Dear colleague,

The number of energies at which we need the coupling-weighted density of states to get $\lambda$ for the $\pi$ band of KC$_8$ ranges from one to thousands, depending on where the points go. A Dirac cone can be solved exactly, so I have used it to price the choices.

**Model.** Take $\hbar=1$, $T=0$ and energies $\xi,\omega$ measured from the Fermi level, which lies $\mu>0$ above the Dirac point. The final states (one spin, one valley, per graphene cell) have $N(\xi)=a|\xi+\mu|$ for $|\xi+\mu|<W$. One mode $\omega_0$ couples with constant $g^2$. The one-loop (Migdal) retarded self-energy is

$$\Sigma(\omega)=g^2\int d\xi\,N(\xi)\left[\frac{\theta(\xi)}{\omega-\xi-\omega_0+i0}+\frac{\theta(-\xi)}{\omega-\xi+\omega_0+i0}\right].$$

The delta functions fix $\xi=\omega-\omega_0\,\mathrm{sgn}\,\omega$, so inside the band

$$|\mathrm{Im}\,\Sigma|=\pi g^2a\,|\omega+\mu-\omega_0\,\mathrm{sgn}\,\omega|\;\theta(|\omega|-\omega_0).$$

The slope $\lambda=-\partial_\omega\mathrm{Re}\,\Sigma|_0$, which lowers the velocity to $v/(1+\lambda)$, is $g^2\int d\xi\,N(\xi)/(|\xi|+\omega_0)^2$. This is also the Kramers–Kronig integral $\pi^{-1}\int d\omega\,|\mathrm{Im}\,\Sigma|/\omega^2$ over your linewidths. Put $x=|\xi|/\omega_0$, $m=\mu/\omega_0$, $w=W/\omega_0$, $\lambda=g^2aI$:

$$I=\int_0^{w-m}\!\frac{(m+x)\,dx}{(1+x)^2}+\int_0^{m}\!\frac{(m-x)\,dx}{(1+x)^2}+\int_m^{w+m}\!\frac{(x-m)\,dx}{(1+x)^2}.$$

These panels are the empty states and the filled states above and below the Dirac point. Each integrand splits into $1/(1+x)$ and $1/(1+x)^2$, giving exactly

$$I=\ln\frac{(w-m+1)(w+m+1)}{(m+1)^2}+2m-2-\frac{m-1}{w-m+1}+\frac{m+1}{w+m+1}.$$

Expanding in $1/w$,

$$\lambda=2g^2a\left[\frac{\mu}{\omega_0}+\ln\frac{W}{\mu+\omega_0}-1\right]+g^2a\left[\frac{4}{w}-\frac{3(m^2+1)}{w^2}+\dots\right].$$

The logarithm comes from virtual transitions far from the Fermi level and survives at neutrality.

**Inputs.** All are assumed, near typical values for KC$_8$: $\mu=1.36$ eV, $\omega_0=0.17$ eV (in-plane carbon mode), $W=6.8$ eV, so $m=8$, $w=40$. The panels give $10.2844+5.8028+0.8783$, and $I=16.9654$ from the unrounded terms. The large-$W$ bracket gives $16.9833$, high by $1.1\times10^{-3}$ only because the corrections $+0.100$ and $-0.122$ nearly cancel. I assume $g^2a=0.025$, chosen so that the model's $\lambda=0.42$ falls among the few tenths typical of photoemission kinks in KC$_8$, so it tests nothing. The model's $|\mathrm{Im}\,\Sigma|$ then jumps to 107 meV at $\omega=-\omega_0$ and vanishes at $-1.53$ eV.

The closed form costs one logarithm and holds for a linear $N$ only. For a real band the integral must be sampled. I count work as the number $M$ of evaluations of $g^2N$, each an angular average whose cost is common to all schemes, and $\epsilon$ is the relative deviation from the exact $I$. The single-point shortcut F replaces $N(\xi)$ by $N(0)$ with infinite bandwidth. It gives $I=2m=16$ and $\epsilon=-5.7\times10^{-2}$, and cannot be refined.

**U: uniform midpoint mesh.** The step is $h=2w/M$ in units of $\omega_0$, with cell edges on the Fermi level and the Dirac point, which here means $M=10k$ and $h=8/k$. By Euler–Maclaurin, sum minus integral is $-(h^2/24)[f'(b)-f'(a)]$ per panel at leading order. The two slopes at $x=0$ add to $-4m$ and dominate the rest, so

$$\epsilon_U\simeq-\frac{mh^2}{6I},\qquad M_U\simeq w\sqrt{\frac{2m}{3I|\epsilon|}}.$$

Work grows linearly in $W/\omega_0$, because a peak of width $\omega_0$ sets the step for the whole band. For $|\epsilon|=10^{-3}$ the estimate is 709.

**L: logarithmic midpoint mesh.** With $s=\ln(1+x)$ the integrands become $1+(m-1)e^{-s}$, $-1+(m+1)e^{-s}$ and $1-(m+1)e^{-s}$, on panels of length $L_i=3.50,\ 2.20,\ 1.69$. Constants are integrated exactly. The exponential parts integrate to $E_i=6.79,\ 8,\ -0.82$, and their midpoint sums are geometric series equal to $E_i(\delta_i/2)/\sinh(\delta_i/2)$ for step $\delta_i$. Hence $\epsilon_L\simeq-\sum_iE_i\delta_i^2/(24I)$. The total length is $\ln[(w+1)^2-m^2]\approx2\ln w$, so $M_L\propto\ln(w)/\sqrt{|\epsilon|}$. With $3j,2j,j$ points, $M=6j$ and $|\epsilon_L|\simeq0.041/j^2$.

**G: Gauss–Legendre in $s$.** Use $n$ nodes per panel, $M=3n$. On $[-1,1]$ the remainder is $2^{2n+1}(n!)^4f^{(2n)}(\tau)/\{(2n+1)[(2n)!]^3\}$ for some $\tau$ in the interval, and Stirling's formula turns the prefactor into $\pi/[4^n(2n)!]$. A panel of half-length $\ell=L/2$ has $f\propto e^{-\ell t}$, so $|\epsilon_G|\sim(\ell/2)^{2n}/(2n)!$. One more node multiplies the deviation by about $(\ell/2)^2/[(2n+1)(2n+2)]$. For the longest panel, $\ell=1.75$, this is 0.014 from $n=3$ to 4, and the sums give 0.013. At fixed $w$ the work grows more slowly than $\ln(1/|\epsilon|)$.

**Memory and arithmetic.** Each point costs a fixed few multiplications, plus one exponential in L and G. Accumulated on the fly, U and L hold one running sum and G holds $2n$ nodes and weights besides. Keeping the values of $g^2N$ for reuse adds $M$ words, so stored memory follows the work.

The full sums, not the leading terms, give:

| U: $M$ | $\epsilon$ | L: $M$ | $\epsilon$ | G: $M$ | $\epsilon$ |
|---|---|---|---|---|---|
| 80 | $-6.1\times10^{-2}$ | 6 | $-3.9\times10^{-2}$ | 3 | $-2.3\times10^{-1}$ |
| 160 | $-1.8\times10^{-2}$ | 12 | $-1.0\times10^{-2}$ | 6 | $-1.2\times10^{-2}$ |
| 320 | $-4.8\times10^{-3}$ | 18 | $-4.5\times10^{-3}$ | 9 | $-2.7\times10^{-4}$ |
| 640 | $-1.2\times10^{-3}$ | 42 | $-8.3\times10^{-4}$ | 12 | $-3.5\times10^{-6}$ |

The smallest $M$ within each family that meets a target is:

| target | U | L | G | cheapest |
|---|---|---|---|---|
| $10^{-1}$ | 60 | 6 | 6 | F, 1 point |
| $10^{-2}$ | 220 | 18 | 9 | G |
| $10^{-3}$ | 710 | 42 | 9 | G |
| $10^{-4}$ | 2250 | 126 | 12 | G |

L with 12 points misses $10^{-2}$ narrowly. At $10^{-3}$ U costs 17 times L and 79 times G.

**Budgets.** Up to five evaluations F is best, at 5.7 per cent, since three Gauss points are worse than one point at the Fermi level. With six, G gives 1.2 per cent against 3.9 for L. With twelve, G reaches $3.5\times10^{-6}$. Eighty evaluations spent on U are worse than F, because a step equal to $\omega_0$ misses the peak. If you are tied to equal energy steps, 1 per cent needs 62 meV.

**Where the ranking stops.** F works here because $m$ is large. For a gated graphene channel with an assumed $m=1$ and the same $w$, $I=6.09$ and F is 67 per cent low. At neutrality $I=5.48$ and F gives zero. G owes its rate to an integrand that is entire on each panel. A kink left inside a panel reduces it to about $n^{-2}$, so every band edge and saddle point needs its own break. The nodes are also built for $\omega=0$. For $\mathrm{Re}\,\Sigma$ beyond $|\omega|=\omega_0$ a pole moves along the axis with $\omega$, and there one uniform table can serve all frequencies. I have not priced that case.

**How much accuracy is worth buying.** "Exact" means the one-loop integral. Vertex corrections are of relative order $\lambda\omega_0/\mu\approx0.05$, and doubling $W$ raises $I$ by 8 per cent. The cone itself is a crude picture of KC$_8$. With a typical graphene velocity $v=1.0\times10^6$ m/s and a typical cell area $A=5.24$ Å$^2$, four cones hold $A\mu^2/(\pi\hbar^2v^2)=0.071$ electrons per cell (SI $\hbar$ restored). An assumed full transfer of one electron per eight carbons is 0.25, which is 3.5 times more. The real band at this filling is flatter and trigonally warped, and the chosen $g^2a$ absorbs that on average, without the dependence on direction. Photoemission also sees only $\omega<0$, which carries 39 per cent of the model's $I$. Doubling that part gives a $\lambda$ 21 per cent low.

Against these sizes, a numerical target tighter than $10^{-2}$ buys nothing for KC$_8$. I would use F to screen, and G with three nodes per panel, nine evaluations for the cone, for any $\lambda$ we quote.